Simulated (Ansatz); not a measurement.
# Spin-spiral energies of CrB2 (P6/mmm) along in-plane and c-axis wavevectors in LDA

I calculate the energy of flat spin spirals in CrB2, with the atoms held in the measured cell, and count it per chromium atom from the ferromagnetic state at q = 0. A negative value means that the spiral lies below the ferromagnet. The question is how this energy changes with the direction and length of the wavevector, and which of the listed wavevectors lies lowest. It matters because chromium forms flat triangular layers here, on which antiferromagnetic neighbours cannot all be satisfied at once, and a spiral is one way out. The same energies show how strongly the layers are coupled, which bears on the ordering temperature and on the spin waves of a metallic magnet.

## How the numbers were made

CrB2 (P6/mmm): the measured cell (COD); 3 atoms in the cell, 1 magnetic, atoms held. Ansatz 0.2.0, plane waves with default PAW data sets, LDA, spinors without spin-orbit coupling, cutoff 420 eV, 12x12x12 k-points, Fermi-Dirac smearing of 0.05 eV. Spirals by the generalised Bloch theorem with a cone angle of 90 degrees; at q = 0 the final moments point + relative to the first. Each row is one self-consistent run along a path through the zone.

Notes on method and selection:

- Each run ends in the state reached from its start, which may not be the lowest.
- In a Heisenberg model E(q) - E(0) = sin^2(cone angle) [J(0) - J(q)] per atom for one magnetic atom a cell, with E = -sum over ordered pairs of J e_i·e_j.
- Rows lie along several directions, so |q| alone does not order them.
- The zone-boundary wavevector (0, 0.5, 0.5) is not in the table; an order there may lie lower than every row.
- Runs that did not converge, have known faults or may not be shown are not listed, and runs on Ansatz's PAW sets soft_1 and soft_2 are kept to separate tables.

Columns:

- |q| (1/Å): length of the wavevector.
- wavevector: wavevector of the spiral in fractions of the reciprocal vectors.
- spiral energy (meV): free energy less that at q = 0, per magnetic atom.
- local moment (μB): mean size of the moments on the magnetic atoms, inside atomic spheres.

Input lines of one member:

```
kpoints:
  mp_grid: { grid: [12, 12, 12] }
hamiltonian:
  xc: lda
scf:
  occupations: { method: fermi_dirac, width: 0.05 }
  max_iter: 120
  convergence: { dr2_threshold: 1.0e-08 }
basis:
  ecutwfc: 420.0
magnetization:
  noncollinear: true
  spin_spiral: { q: [0.0, 0.0, 0.33333333] }
```

Command (options for logging and memory left out): `ansatz run input.yaml --threads 1`

## Data

| member | |q| (1/Å) | wavevector | spiral energy (meV) | local moment (μB) |
| --- | --- | --- | --- | --- |
| q = (0, 0, 0) | 0.000 | (0, 0, 0) | 0.00 | 0.775 |
| q = (0, 0, 0.167) | 0.341 | (0, 0, 0.167) | 1.76 | 0.822 |
| q = (0.167, 0, 0) | 0.407 | (0.167, 0, 0) | −5.83 | 0.863 |
| q = (0, 0, 0.333) | 0.682 | (0, 0, 0.333) | 11.46 | 0.755 |
| q = (0.167, 0.167, 0) | 0.705 | (0.167, 0.167, 0) | −18.47 | 0.955 |
| q = (0.333, 0, 0) | 0.814 | (0.333, 0, 0) | −22.52 | 0.966 |
| q = (0, 0, 0.5) | 1.023 | (0, 0, 0.5) | 17.53 | 0.566 |
| q = (0.5, 0, 0) | 1.221 | (0.5, 0, 0) | −24.64 | 0.983 |
| q = (0.333, 0.333, 0) | 1.410 | (0.333, 0.333, 0) | ? | ? |
| q = (0.5, 0.167, 0) | 1.468 | (0.5, 0.167, 0) | −27.95 | 1.000 |

Cells marked ? are withheld until the estimate has been made.

## Mechanism

Direction decides the sign. Along c the energy rises at every step, to 17.53 meV at (0, 0, 0.5), while every in-plane spiral shown lies below the ferromagnet. Two wavevectors of nearly equal length, (0, 0, 0.333) and (0.167, 0.167, 0), differ by 11.46 − (−18.47) = 29.93 meV. The lowest energy shown is −27.95 meV, at (0.5, 0.167, 0).

The in-plane fall is what antiferromagnetic coupling between nearest neighbours in a layer would give. For q = (h, k, 0) that coupling alone makes the energy proportional to f = 3 − cos 2πh − cos 2πk − cos 2π(h + k), which measures how far the six neighbours are turned away from parallel. At (0.167, 0, 0) f is 1 and the energy per unit of f is −5.83 meV; at (0.333, 0, 0) f is 3 and the ratio is −22.52 / 3 = −7.51 meV; at (0.5, 0, 0) f is 4 and it is −24.64 / 4 = −6.16 meV. The ratio keeps its sign and rough size, so nearest neighbours carry most of the trend, with a visible remainder.

Along c the coupling favours parallel layers, but a single fixed coupling describes it less well. It would put (0, 0, 0.167) at a quarter of the value at (0, 0, 0.5), 17.53 / 4 = 4.38 meV, where the run gives 1.76 meV.

One likely reason for such departures is that the moment is not rigid. It grows from 0.775 μB at q = 0 to 1.000 μB at (0.5, 0.167, 0) and shrinks to 0.566 μB at (0, 0, 0.5), as expected of a band magnet whose exchange splitting depends on the order. A larger moment does not always go with a lower energy, however: at (0, 0, 0.167) both are above their values at q = 0.

The zone-boundary wavevector (0, 0.5, 0.5) is not in the table. The cost of turning the layers against each other suggests that it lies above the lowest in-plane rows, but with a moment that changes this is not certain, so the ranking holds only for the rows listed.

## An estimate before looking

Plain estimates from the members shown:

- q = (0.333, 0.333, 0), straight-line interpolation between q = (0.5, 0, 0) and q = (0.5, 0.167, 0): w = (1.410 − 1.221) / (1.468 − 1.221) = 0.765, so −24.64 + 0.765 × (−27.95 − (−24.64)) = −27.17 meV

I do not trust the straight line in |q|. The wavevector (0.5, 0.167, 0) lies outside the first zone and is equivalent to a shorter one, so its listed length does not place it beyond (0.333, 0.333, 0) in any physical sense.

I use the nearest-neighbour form instead. At (0.333, 0.333, 0) neighbouring moments stand at 120 degrees, so each cosine is −0.5 and f reaches 3 + 3 × 0.5 = 4.5, the largest value it can take on a triangular layer. For the five in-plane spirals shown f is 1, 2.5, 3, 4 and 4, in table order. A least-squares line through zero has as its slope the sum of f times energy over the sum of f squared. The first sum is negative, with the size 1 × 5.83 + 2.5 × 18.47 + 3 × 22.52 + 4 × 24.64 + 4 × 27.95 = 329.93 meV, and the second is 1 × 1 + 2.5 × 2.5 + 3 × 3 + 4 × 4 + 4 × 4 = 48.25. The slope is −329.93 / 48.25 = −6.84 meV per unit of f, hence −6.84 × 4.5 = −30.8 meV.

I tested the route by leaving out each of the five in turn. The misses are 1.0, 1.6, 2.5, 4.1 and 0.9 meV, in table order, with a root mean square of 2.3 meV. Predicting each from the mean of the other four misses by 9.6 meV, so the rule earns its place. The worst case is (0.5, 0, 0), which the rule puts too low.

Adding second and third neighbours to the fit would give −33.1 meV, but that spends three constants on five energies, and I keep the simpler form. I take the 2.3 meV as the error. The estimate puts this spiral below (0.5, 0.167, 0) by 30.8 − 27.95 = 2.9 meV, only a little more than that error, so I expect it to be the lowest of the list without being sure of it.

**Committed estimate, q = (0.333, 0.333, 0): spiral energy = −30.8 ± 2.3 meV.**

## The answer

| member | |q| (1/Å) | wavevector | spiral energy (meV) | local moment (μB) |
| --- | --- | --- | --- | --- |
| q = (0.333, 0.333, 0) | 1.410 | (0.333, 0.333, 0) | −31.47 | 1.039 |

| member | estimate | spiral energy (meV) | computed | estimate − computed | miss in error bars |
| --- | --- | --- | --- | --- | --- |
| q = (0.333, 0.333, 0) | committed | −30.80 | −31.47 | +0.67 | 0.3 |
| q = (0.333, 0.333, 0) | interpolation | −27.17 | −31.47 | +4.30 |  |

My estimate of −30.8 meV lies 0.67 meV above the computed −31.47 meV, well inside the error bar of 2.3 meV. The straight line in |q| missed by 4.30 meV, because it joined wavevectors by length where the angles between neighbours matter. The fit with second and third neighbours, which I had set aside, gave −33.1 meV and would have been 1.6 meV too low.

The spiral with 120 degrees between neighbours in a layer is now the lowest of the list, 31.47 − 27.95 = 3.52 meV below (0.5, 0.167, 0). This is what antiferromagnetic nearest neighbours on a triangular layer favour. The local moment is also the largest of the series there, 1.039 μB, so the moment still changes with the order and the coupling I fitted is an effective one.

## Exceptions

Among the in-plane spirals, (0.5, 0, 0) departs most from the nearest-neighbour rule. The rule gives −6.84 × 4 = −27.36 meV, and the run lies 2.72 meV higher. A weak antiferromagnetic coupling to third neighbours, two lattice steps away, is a possible reason: at this wavevector those neighbours are parallel again and gain nothing. The same coupling would help to explain why (0.333, 0, 0) lies 2.00 meV below the rule. It would also lower (0.167, 0, 0), which instead lies 6.84 − 5.83 = 1.01 meV above, so it cannot be the whole account. The smaller moment in that row, 0.863 μB, may weaken its gain.

Along c, a coupling between adjacent layers alone, scaled to (0, 0, 0.5), puts (0, 0, 0.167) too high by 4.38 − 1.76 = 2.62 meV and (0, 0, 0.333) too high by 0.75 × 17.53 − 11.46 = 1.69 meV. An antiferromagnetic coupling to the second layer would lower both by the same amount and leave (0, 0, 0.5) alone, which fits the signs and most of the size. The changing moment may supply the rest.

## Rules of thumb and their limits

Within the layer, one nearest-neighbour constant gives the spiral energy to about 2 meV over a range of 31 meV. In the convention that counts each pair twice, it is J = −6.84 / 2 = −3.42 meV, antiferromagnetic. In the same convention the coupling between adjacent layers, scaled to (0, 0, 0.5), is 17.53 / 4 = 4.38 meV, ferromagnetic. Bond for bond the layers are thus coupled about as strongly as neighbours within a layer, though both constants are effective ones because the moment changes. The rule says nothing about wavevectors with a component along c, where the coupling has the opposite sign.

The lowest row need not be the minimum of the whole curve. Neutron diffraction finds an in-plane spiral along the same (h, h, 0) direction, but with a wavevector somewhat shorter than (0.333, 0.333, 0), so a finer set of points on that line is the natural next step.

I know of no omitted effect that clearly exceeds the table's spread of 17.53 + 31.47 = 49.00 meV. Spin-orbit coupling should add well under 1 meV in a chromium compound. Spin fluctuations, which LDA treats poorly, would reduce the moment and probably the energy differences with it.

[Logs are printed without paths, hosts, clocks, repeated set-up lines and the standing remarks that a program may print on its own settings, such as how far it seeks lower states.]
